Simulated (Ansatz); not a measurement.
# Be: energy change per atom and pressure against volume scale

All results are calculated (Ansatz 0.2.0). Plane-wave DFT, scalar-relativistic PAW made under PBE with cores redone for the functional, no dispersion; the given relaxed cell is scaled uniformly, energy at zero smearing counts from the unscaled cell, pressure at the given Fermi-Dirac smearing is positive in compression.

The cell before it is scaled or strained (space group Im-3m, No. 229):
```
Be
1.0
     -1.2509     1.2509     1.2509
      1.2509    -1.2509     1.2509
      1.2509     1.2509    -1.2509
Be
1
Direct
  0.00000 0.00000 0.00000
```

Settings of every row: spin polarised no; functional r2SCAN; wave cutoff 500 eV; smearing width 0.1 eV; k mesh 20x20x20.

Atom starting moment: 0 on all atoms.

Limits: the cell comes from a prototype or a list of computed structures and needn't be the stable phase.

```csv
row,volume scale,V (Å³/atom),energy change per atom (meV),pressure (GPa)
1,0.88,6.89,51.34,19.54
2,0.92,7.203,21.05,11.78
3,0.96,7.516,4.69,5.3
4,1.04,8.143,?,?
5,1.08,8.456,18.38,-8.45
6,1.12,8.769,38.42,-11.6
```

Question: what energy change per atom and pressure should row 4 give?

Worked fit of energy change per atom. Take u = (V_r/V)^(2/3) − 1 with V_r = 7.516 Å³ an atom, which is twice the finite (Eulerian) strain; such expansions in the strain, on which the Birch-Murnaghan equation of state is built, carry the rest volume and the bulk modulus. The shown rows have u = 0.05969, 0.02876, 0, -0.07555, -0.09769. Least squares give energy change per atom = 4.684 + 356.23 × u + 7161.7 × u² meV; a straight line predicts inner rows, each left out in turn, worse (root mean square 19 against 0.32 meV). The rows lie off it by -0.12, 0.20, 0.01, -0.27, 0.19 (root mean square 0.18 meV). The withheld row has u = -0.05201, so the fit gives 4.684 + 356.23 × (-0.05201) + 7161.7 × (-0.05201)² = 5.53 meV.

The calculation gave 5.1 meV. The fit lies 0.43 meV (8.4 % of the value, 0.92 % of the column's range) above it; its largest miss of a shown row is 0.27 meV.

Worked fit of pressure. Take u = (V_r/V)^(2/3) − 1 with V_r = 7.516 Å³ an atom, which is twice the finite (Eulerian) strain; such expansions in the strain, on which the Birch-Murnaghan equation of state is built, carry the rest volume and the bulk modulus. The shown rows have u = 0.05969, 0.02876, 0, -0.07555, -0.09769. Least squares give pressure = 5.3 + 213.61 × u + 416.6 × u² GPa; a straight line predicts inner rows, each left out in turn, worse (root mean square 1.1 against 0.013 GPa). The rows lie off it by 0.01, -0.01, 0.00, 0.01, -0.01. The pressure vanishes at u = -0.0261, or V = 7.821 Å³ an atom, and there the bulk modulus at fixed shape and fractions is B = −V dP/dV = (2/3)(1 + u) dP/du = 125 GPa. The withheld row has u = -0.05201, so the fit gives 5.3 + 213.61 × (-0.05201) + 416.6 × (-0.05201)² = -4.68 GPa.

The calculation gave -4.67 GPa. The fit lies 0.01 GPa (0.032 % of the column's range) below it, one unit of the last digit.
